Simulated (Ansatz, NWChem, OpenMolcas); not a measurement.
**A small benchmark: dipole moment**

8 molecules with nitrogen; the dipole moment in D, computed less measured. Shapes, held fixed at every level: PBE0-D4/def2-TZVP. No vibrational averaging. Dipoles are compared by magnitude; molecules under 1 D, whose direction can flip, are left out. Programs: Ansatz 0.2.0, NWChem 7.3.0, OpenMolcas 26.06. A level may come from different programs for different species; with the same settings they agree closely. Measured values: NIST CCCBDB.

Levels: A = B3LYP/6-31G* (Cartesian functions); B = PBE0/def2-SVP; C = B3LYP-D4/def2-TZVPP.

```json
{"molecule": "HCN (hydrogen cyanide)", "measured": "2.98", "A": "-0.08", "B": "-0.09", "C": "+0.05"}
{"molecule": "CH3N (methanimine)", "measured": "2.00", "A": "-0.05", "B": "-0.07", "C": "-0.01"}
{"molecule": "C2F3N (cyanotrifluoromethane)", "measured": "1.33", "A": "+0.15", "B": "-0.05", "C": "+0.07"}
{"molecule": "CH5N (methylamine)", "measured": "1.31", "A": "+0.10", "B": "+0.03", "C": "-0.01"}
{"molecule": "C2H5N (N-methylmethanimine)", "measured": "1.53", "A": "-0.12", "B": "-0.09", "C": "-0.06"}
{"molecule": "C3H3NO (oxazole)", "measured": "1.50", "A": "+0.05", "B": "+0.05", "C": "+0.06"}
{"molecule": "C2H7N (dimethylamine)", "measured": "1.03", "A": "-0.04", "B": "-0.07", "C": "-0.10"}
{"molecule": "C4H5N (SMILES c1cc[nH]c1)", "measured": "1.84", "A": "+0.10", "B": "+0.19", "C": "+0.07"}
```

Sum up the errors.


```tsv
level	kind	mean error	mean absolute error	worst case
B3LYP/6-31G* (Cartesian functions)	global hybrid	+0.014	0.086	C2F3N
PBE0/def2-SVP	global hybrid	-0.012	0.080	C4H5N
B3LYP-D4/def2-TZVPP	global hybrid	+0.009	0.054	C2H7N
```

On this set B3LYP-D4/def2-TZVPP has the smallest mean absolute error and B3LYP/6-31G* (Cartesian functions) the largest. Without C2F3N the largest would be that of PBE0/def2-SVP. No level errs clearly to one side. The levels differ in basis as well as in method. The tabulated values of C2F3N, C4H5N are in doubt (older tables, estimates, or at odds with other calculations) and kept here. Over the 6 molecules whose values aren't doubted the mean absolute errors are A 0.073; B 0.067; C 0.048. The smallest two are near a tie. The largest two are near a tie. The set is small.

The dipoles are already well described in the small bases, as expected for a property of the ground-state density in molecules without strong static correlation. The two B3LYP levels make the most telling comparison: at fixed geometry the D4 term leaves the density unchanged, so their differences come essentially from the basis.

Enlarging it raises the dipole of HCN and both imines, and marginally that of oxazole, but lowers it in the amines and pyrrole. More flexible functions probably let the C–N π density polarise further towards nitrogen, while polarisation functions on hydrogen temper an exaggerated N–H polarity. Trifluoroacetonitrile breaks the pattern for C–N multiple bonds, its dipole falling, plausibly because the CF3 group opposes the nitrile and its own polarity also shifts.

The gain is not uniform: HCN merely changes from -0.08 to +0.05, and dimethylamine worsens from -0.04 to -0.10. The smaller average error therefore supports a benefit from the basis, not from dispersion, and no guarantee for an individual molecule.
